\section*{Margin comments on the Gibbs--Helmholtz adsorption equation for a crystal surface}

\paragraph{1. What is to be shown.} The surface free energy $\gamma$ of a crystal is not a thermal average of a mechanical quantity, while the excess energy and the surface stress are. The equation derived here turns the latter two into $\gamma(T)$, given $\gamma$ at one temperature. For a liquid the statement is $d\gamma/dT=-s^{\rm ex}$, with $s^{\rm ex}$ the excess entropy per area. A crystal differs because its lattice expands on heating and stretches the surface, which does work against the surface stress. The excess formalism is due to Cahn (1979), and Frolov and Mishin (2009) applied it to Cu(110).

\paragraph{2. Premises and conventions.}
(i) One component, $N$ atoms, a slab normal to $x_3$, periodic in $x_1,x_2$, with two equivalent faces of total area $A$, in vacuum.
(ii) The faces carry no traction, so $\sigma_{i3}=0$ in the interior.
(iii) The number of lattice cells in the lateral period is fixed. Lateral dimensions change only by a homogeneous elastic strain, which the surface follows coherently.
(iv) The slab is thick enough for its middle to be bulk crystal.
(v) All other degrees of freedom (relaxation, vibration, adatoms, disorder) are in equilibrium.
Indices $i,j$ run over 1 and 2 and are summed when repeated. Tension is positive. The increment $de_{ij}$ is measured from the \emph{current} state, so its conjugate is the Cauchy stress and $A$ is the physical area, with $dA=A\,de_{ii}$. For an equibiaxial stretch $de_{11}=de_{22}=da/a=d\varepsilon$, where $a$ is the lateral lattice parameter and $\varepsilon=\ln(a/a_0)$.

\paragraph{3. Only the lateral strain does work.} Let $\sigma_{kl}(\mathbf x)$, $k,l=1,2,3$, be the thermally averaged stress, kinetic part included. A general displacement is $\delta u_k=de_{kj}x_j+w_k$, where $de_{3j}=0$ and $w_k$ is laterally periodic and describes thickness change and relaxation. The work is $\int\sigma_{kl}\,\partial_l\delta u_k\,dV$. Since $\partial_l\sigma_{kl}=0$, the part with $w_k$ equals $\oint w_k\sigma_{kl}n_l\,dS$, which cancels between periodic images and vanishes on the free faces. Hence at fixed $N$
\begin{equation}
dF=-S\,dT+\Sigma_{ij}\,de_{ij},\qquad \Sigma_{ij}=\int\sigma_{ij}\,dV .
\label{slab}
\end{equation}
The thickness is not an independent variable, and at zero pressure no $p\,dV$ term exists.

\paragraph{4. The right bulk reference.} Apply the same argument to uniform crystal at the same $T$, the same lateral strain and $\sigma_{i3}=0$. Per atom, with $f,s,u$ the free energy, entropy and energy and $\Omega$ the atomic volume,
\begin{equation}
df=-s\,dT+\Omega\,\sigma^{b}_{ij}\,de_{ij}.
\label{bulk}
\end{equation}
By premise (iv), inserting whole atomic layers in the middle of the slab adds $f$ per atom and leaves the faces unchanged, so $(\partial F/\partial N)_{T,e}=f$ and $F-Nf$ is independent of $N$. This difference is the reversible work of cleaving $N$ atoms of bulk crystal at fixed $T$ and lateral strain, which defines $\gamma$:
\begin{equation}
\gamma A=F-Nf .
\label{def}
\end{equation}

\paragraph{5. What the bracket means.} For an extensive quantity $Z$, and a bulk sample holding $Z^b$ and $N^b$,
\begin{equation}
[Z]_N=\frac{1}{N^b}\begin{vmatrix} Z & N\\ Z^b & N^b\end{vmatrix}=Z-N\,\frac{Z^b}{N^b}.
\end{equation}
Adding bulk material adds a multiple of the second row to the first and leaves the determinant unchanged, so $[Z]_N$ does not depend on the slab thickness. Also $[N]_N=0$: this is the Gibbs excess at the equimolar dividing surface, obtained without locating that surface. The bracket is linear, so $F=U-TS$ gives
\begin{equation}
\gamma A=[F]_N=[U]_N-T[S]_N .
\label{FUS}
\end{equation}

\paragraph{6. The adsorption equation.} Differentiate \eqref{def}. The terms $f\,dN$ in $dF$ and in $d(Nf)$ cancel, which leaves $d(\gamma A)=dF|_N-N\,df$. With \eqref{slab} and \eqref{bulk},
\begin{equation}
d(\gamma A)=-[S]_N\,dT+\tau_{ij}A\,de_{ij},\qquad
\tau_{ij}A\equiv\Sigma_{ij}-N\Omega\sigma^b_{ij}.
\label{ads}
\end{equation}
Temperature and the three lateral strains are independent, so \eqref{ads} is an exact differential in four variables, and it does not require $\sigma^b_{ij}=0$. Writing $d(\gamma A)=A\,d\gamma+\gamma A\,de_{ii}$ at fixed $T$ gives the relation of Shuttleworth (1950),
\begin{equation}
\tau_{ij}=\gamma\,\delta_{ij}+\left(\frac{\partial\gamma}{\partial e_{ij}}\right)_T ,
\end{equation}
so the mechanical excess in \eqref{ads} is the thermodynamic surface stress. The natural variable is the product $\gamma A$ for a fixed number of surface cells. The products $\gamma A$ and $\tau_{ij}A\,de_{ij}$ are the same whether the area is counted in the current or in a reference state, while $\gamma$ and $\tau_{ij}$ alone are not.

\paragraph{7. Trading entropy for energy.} From $d(\gamma A/T)=d(\gamma A)/T-\gamma A\,dT/T^2$ and \eqref{ads},
\begin{equation}
d\!\left(\frac{\gamma A}{T}\right)=-\frac{T[S]_N+\gamma A}{T^2}\,dT+\frac{\tau_{ij}A}{T}\,de_{ij}
=-\frac{[U]_N}{T^2}\,dT+\frac{\tau_{ij}A}{T}\,de_{ij},
\label{GH}
\end{equation}
where \eqref{FUS} was used in the last step. The energy appears rather than an enthalpy because the normal pressure is zero and the lateral variable is a strain, not a stress.

\paragraph{8. The stress-free path and the factor 2.} The surface of a macroscopic crystal rests on unstressed bulk. The condition $\sigma^b_{ij}=0$ ties strain to temperature, $de_{ij}=\alpha_{ij}\,dT$, with $\alpha_{ij}$ the in-plane part of the expansion tensor, and makes $\tau_{ij}A=\Sigma_{ij}$. For a cubic crystal $\alpha_{ij}=\alpha\,\delta_{ij}$ on any face, with $\alpha=d\ln a/dT$. Then $\tau_{ij}\alpha_{ij}=\alpha(\tau_{11}+\tau_{22})=2\tau\alpha$, with the mean stress $\tau=(\tau_{11}+\tau_{22})/2$, and
\begin{equation}
\frac{d}{dT}\!\left(\frac{\gamma A}{T}\right)=-\frac{[U]_N}{T^2}+\frac{2\tau\alpha A}{T}.
\label{main}
\end{equation}
On fcc(110), with $x_1\parallel[1\bar10]$ and $x_2\parallel[001]$, mirror symmetry gives $\tau_{12}=0$, while $\tau_{11}\neq\tau_{22}$ in general. The mean suffices because the expansion is isotropic, not because the surface is. A non-cubic crystal needs $\tau_{ij}\alpha_{ij}$. Integration from $T_0$ gives the working formula
\begin{equation}
\gamma(T)A(T)=T\left[\frac{\gamma_0A_0}{T_0}-\int_{T_0}^{T}\frac{[U]_N}{T'^2}\,dT'+\int_{T_0}^{T}\frac{2\tau\alpha A}{T'}\,dT'\right],\quad A(T)=A_0e^{2\varepsilon(T)},
\label{int}
\end{equation}
with $\varepsilon(T)=\int_{T_0}^T\alpha\,dT'$. A coefficient defined as $a_0^{-1}da/dT$ equals $\alpha e^{\varepsilon}$ and must be converted.

\paragraph{9. The slope of $\gamma$ is not the excess entropy.} On the path $dA/dT=2\alpha A$, so \eqref{ads} divided by $A\,dT$ gives
\begin{equation}
\frac{d\gamma}{dT}=-\frac{[S]_N}{A}+2\alpha(\tau-\gamma).
\label{slope}
\end{equation}
The liquid formula returns for $\tau=\gamma$. The small combination $\tau-\gamma$ belongs to the equation for $\gamma$. The equation for $\gamma A$ contains the whole of $\tau$.

\paragraph{10. A test that the strain term must pass.} Exactness of \eqref{ads} for equibiaxial strain gives $(\partial[S]_N/\partial\varepsilon)_T=-2\,(\partial(\tau A)/\partial T)_\varepsilon$, and with \eqref{FUS}
\begin{equation}
\left(\frac{\partial [U]_N}{\partial\varepsilon}\right)_T=2\tau A-2T\left(\frac{\partial(\tau A)}{\partial T}\right)_\varepsilon .
\label{max}
\end{equation}
Take a classical crystal at $T\to0$, where $\alpha$ tends to a finite $\alpha(0)$. Equipartition gives slab and bulk the same $3k_BT$ per atom, so the excess heat capacity at fixed $\varepsilon$ is $O(T)$. By \eqref{max}, on the path $[U]_N=[U]_N(0)+2(\tau A\alpha)_{0}T+O(T^2)$. In \eqref{main} the two $1/T$ terms then cancel. Without the strain term $\gamma A$ would acquire $-2(\tau A\alpha)_0\,T\ln T$, that is, an excess entropy diverging as $\ln T$, whereas the classical harmonic excess $-k_B[\sum\ln\omega]_N$ over the mode frequencies $\omega$ is finite. Any other factor than 2, or the opposite sign, fails this test.

\paragraph{11. A wrong lateral lattice parameter.} In the axes $[1\bar10],[001],[110]$ the cubic constants become $C'_{11}=C'_{33}=\tfrac12(C_{11}+C_{12})+C_{44}$, $C'_{13}=\tfrac12(C_{11}+C_{12})-C_{44}$, $C'_{22}=C_{11}$, $C'_{12}=C'_{23}=C_{12}$. For an equibiaxial misfit $\delta$ from the stress-free state, $\sigma_{33}=0$ gives $e_{33}=-(C'_{13}+C_{12})\delta/C'_{33}$. The mean lateral stress is $M\delta$ and the free energy density is $M\delta^2$, with
\begin{equation}
M=\tfrac12\left[C'_{11}+C_{11}+2C_{12}-\frac{(C'_{13}+C_{12})^2}{C'_{33}}\right].
\end{equation}
The measured room-temperature constants of Cu compiled by Blaschke, $C_{11}=168.3$, $C_{12}=121.2$, $C_{44}=75.7$ GPa, here treated as isothermal, give $C'_{11}=220.45$, $C'_{13}=69.05$ and $M=233.5$ GPa. Suppose a slab of thickness $h$, hence volume $hA/2$, is held at constant misfit $\delta$ while the \emph{stress-free} bulk is subtracted. Since $(\partial\delta/\partial T)_\varepsilon=-\alpha$, the bulk energy density $M\delta^2-T\,\partial_T(M\delta^2)$ is $2M\alpha T\delta$ to first order. The unsubtracted bulk parts are then
\begin{equation}
\Delta\tau=\tfrac12hM\delta,\qquad \Delta[U]_N/A=hM\alpha T\delta,\qquad \Delta\gamma=\tfrac12hM\delta^2 .
\end{equation}
For $h=4$ nm, $\delta=10^{-3}$, $T=300$ K and the measured $\alpha=16.5\times10^{-6}$ K$^{-1}$ (293 K, compiled in Kaye and Laby Online, NPL) these are $0.47$, $4.6\times10^{-3}$ and $4.7\times10^{-4}$ J/m$^2$. The stress is badly spoiled, yet in \eqref{main} the first-order shifts cancel, $-hM\alpha\delta/T+2\alpha(hM\delta/2)/T=0$, provided both inputs come from the same slab. What remains at first order is the true strain response $\Delta(\gamma A)/A=2\tau\delta$, which is $2.8\times10^{-3}$ J/m$^2$ for $\tau=1.4$ J/m$^2$. A slab left free to choose its lateral size is off the path: minimising $\tfrac12hM\delta^2+2\tau\delta$ over equibiaxial $\delta$ gives $\delta=-2\tau/(hM)=-3.0\times10^{-3}$.

\paragraph{12. The starting value is amplified.} By \eqref{int} a shift of $\gamma_0A_0$ alone reaches $T$ multiplied by $T/T_0$. A constant shift $\eta$ common to $\gamma_0A_0$ and $[U]_N$ gives $T[\eta/T_0-\eta(1/T_0-1/T)]=\eta$ and is not amplified. The starting value and the integrand must therefore belong to the same Hamiltonian and the same statistics, classical or quantum.

\paragraph{13. Range of validity.} Equations \eqref{ads} and \eqref{GH} are exact under premises (i) to (v). Equation \eqref{main} adds $\sigma^b_{ij}=0$ and isotropic in-plane expansion.
\emph{Vapour.} At coexistence both $d\mu$ and $dp$ are eliminated with the two bulk phases, and the same form holds with excesses $[\;]_{NV}$. For a vapour pressure of order $0.1$ Pa, typical of Cu near $T_m\approx1358$ K, a layer 1 nm thick carries $pV$ work of $10^{-10}$ J/m$^2$ and holds $5\times10^{9}$ atoms per m$^2$, worth $3\times10^{-9}$ J/m$^2$ at the measured cohesive energy of 3.49 eV (0 K, compiled by Harl 2010). Both are negligible.
\emph{Vacancies.} The strain is that of the lattice, so $\alpha$ is the lattice-parameter coefficient. Slab interior and reference must have the same vacancy content. With typical inputs near $T_m$, a fraction $2\times10^{-4}$ and 1.3 eV each, and $\Omega\approx11.8$ \AA$^3$, a mismatch in a 4 nm slab shifts $[U]_N/A$ by $0.007$ J/m$^2$.
\emph{Surface transitions.} At a first-order transition $\gamma A$ is continuous and $[U]_N$ and $\tau$ jump, so \eqref{int} may cross it only at the equilibrium temperature. Continuous disordering needs no special step. If the face premelts with short-range forces, $[U]_N$ per cell gains $L\nu\ln[\Delta_0/(T_m-T)]$ within $\Delta_0$ of $T_m$, where $L$ is the latent heat per atom and $\nu$ a decay length in layers. The divergence is integrable, $\int_0^{\Delta_0}\ln(\Delta_0/y)\,dy=\Delta_0$, and lowers $\gamma A(T_m)$ by $L\nu\Delta_0/T_m$ to leading order in $\Delta_0/T_m$.
\emph{Excluded.} Creep or plastic flow of the crystal, which break (iii), adsorbates and alloys, which add $-[N_k]_N\,d\mu_k$, faceting, and slabs whose disordered regions meet.

\paragraph{14. Illustration: a model of Cu(110), 300 K to melting.} Copper is the common wiring metal of integrated circuits, and it is cubic, so \eqref{main} applies. All quantities are per $1\times1$ surface cell. With the typical $a_0\approx3.615$ \AA{} at $T_0=300$ K, $A_0=a_0^2/\sqrt2=9.241$ \AA$^2$, and 1 eV per cell is $1.734$ J/m$^2$ at $T_0$.

\emph{Inputs.} Of the twelve neighbour vectors, four rise by one (110) layer and one by two, so the top atom keeps $Z=7$ neighbours and the second-layer atom $Z=11$. Assume an atomic energy $-E_c\sqrt{Z/12}$, as in second-moment models, and local frequencies with $\omega^2\propto Z$. With $E_c=3.49$ eV,
\begin{equation}
u_0=E_c\left(2-\sqrt{\tfrac{7}{12}}-\sqrt{\tfrac{11}{12}}\right)=0.973\ \text{eV},\qquad
s_h=\tfrac32k_B\ln\frac{12^2}{7\cdot11}=0.939\,k_B .
\end{equation}
To keep the inputs consistent with \eqref{max}, draw them from one model potential,
\begin{equation}
\gamma A=u_0+2(t-gT)\varepsilon-s_hT-bT^2 ,
\label{model}
\end{equation}
whose derivatives are
\begin{equation}
[U]_N=u_0+2t\varepsilon+bT^2,\qquad \tau A=t-gT,\qquad [S]_N=s_h+2g\varepsilon+2bT .
\end{equation}
The values $t=0.87$ eV, $g=2.0\times10^{-4}$ eV/K and $b=5.0\times10^{-8}$ eV/K$^2$ are illustrative. The first is chosen to give a tensile stress of typical size, and $b$ stands for surface anharmonicity. The expansion is $\alpha=\alpha_0+\alpha_1(T-T_0)$, with the 293 K value $\alpha_0=16.5\times10^{-6}$ K$^{-1}$ used at $T_0$ and an approximate slope $\alpha_1=7\times10^{-9}$ K$^{-2}$. At $T_m$ this gives $\alpha=23.9\times10^{-6}$ K$^{-1}$ and $\varepsilon=0.02137$.

\emph{Integration.} The start is $\gamma_0A_0=u_0-s_hT_0-bT_0^2=0.9442$ eV, or $3.1474$ meV/K after division by $T_0$. With $\bar\alpha=\alpha_0-\alpha_1T_0=14.4\times10^{-6}$ K$^{-1}$ and $\Delta=T-T_0$, and integration by parts for the $\varepsilon$ term,
\begin{align}
I_U&=u_0\left(\frac1{T_0}-\frac1T\right)+b\Delta+2t\left[\bar\alpha\ln\frac{T}{T_0}+\alpha_1\Delta-\frac{\varepsilon}{T}\right],\\
I_\tau&=2\left[t\bar\alpha\ln\frac{T}{T_0}+(t\alpha_1-g\bar\alpha)\Delta-\tfrac12g\alpha_1(T^2-T_0^2)\right],
\end{align}
for the two integrals of \eqref{int}. The logarithms cancel in $I_\tau-I_U$, as in comment 10. At $T_m$, $I_U=2.6031$ and $I_\tau=0.0422$ meV/K, the bracket of \eqref{int} is $0.5865$ meV/K, and $\gamma A=0.7965$ eV. Equation \eqref{model} gives the same value, which tests the algebra and not the physics. The digits below are kept only so that small differences can be followed.
\begin{center}
\begin{tabular}{cccccc}
$T$ (K) & $A/A_0$ & $[U]_N$ (eV) & $\tau$ (J/m$^2$) & $\gamma A$ (eV) & $\gamma$ (J/m$^2$)\\ \hline
300 & 1.0000 & 0.9775 & 1.404 & 0.9442 & 1.637\\
600 & 1.0106 & 1.0002 & 1.287 & 0.9143 & 1.569\\
900 & 1.0226 & 1.0329 & 1.170 & 0.8751 & 1.484\\
1200 & 1.0360 & 1.0758 & 1.054 & 0.8262 & 1.383\\
1358 & 1.0437 & 1.1024 & 0.994 & 0.7965 & 1.323
\end{tabular}
\end{center}

\emph{Size of the strain term.} The model's $\gamma$ falls by $0.314$ J/m$^2$. The term $T_mI_\tau=0.0573$ eV equals $0.095$ J/m$^2$ at $A(T_m)$, which is 30 per cent of that fall, and dropping it gives $1.228$ J/m$^2$. The stretching work itself, $\int2\tau A\alpha\,dT=0.0298$ eV or $0.050$ J/m$^2$, is what omission costs in the entropy form \eqref{ads}. The cost in \eqref{int} is larger because each increment carries the weight $T_m/T$. Dividing the correct $\gamma A$ by $A_0$ in place of $A(T_m)$ gives $1.381$ J/m$^2$. In \eqref{slope}, in mJ\,m$^{-2}$K$^{-1}$, the entropy and strain terms are $-0.192$ and $-0.008$ at 300 K, total $-0.200$, and $-0.374$ and $-0.016$ at $T_m$, total $-0.390$.

\emph{Neglected terms.} Per mode, with $x=\hbar\omega/k_BT$, the quantum free energy exceeds the classical one by $k_BT\ln[2\sinh(x/2)/x]=k_BT(x^2/24-\dots)$. A Debye spectrum has $\langle x^2\rangle=\tfrac35(\Theta/T)^2$, which gives $\tfrac{3}{40}k_B\Theta^2/T$ per atom. With $\Theta^2\propto Z$ the excess carries the factor $7/12+11/12-2=-\tfrac12$. For the compiled $\Theta=343$ K (Wikipedia) it is $-1.27$ meV, or $-0.002$ J/m$^2$, at 300 K and $-0.28$ meV at $T_m$. A quantum starting value joined to a classical $[U]_N$ would instead be amplified by $T_m/T_0=4.53$ to $-5.7$ meV. Premelting is absent from \eqref{model}. With a typical $L\approx0.14$ eV and illustrative $\nu=2$, $\Delta_0=50$ K it would lower $\gamma A(T_m)$ by $0.010$ eV, or $0.017$ J/m$^2$, well below the strain term.

The inputs support two figures. The model's $\gamma$ for Cu(110) falls from about $1.6$ J/m$^2$ at 300 K to about $1.3$ J/m$^2$ at melting, and the term $2\tau\alpha A/T$ holds the final value up by about $0.1$ J/m$^2$.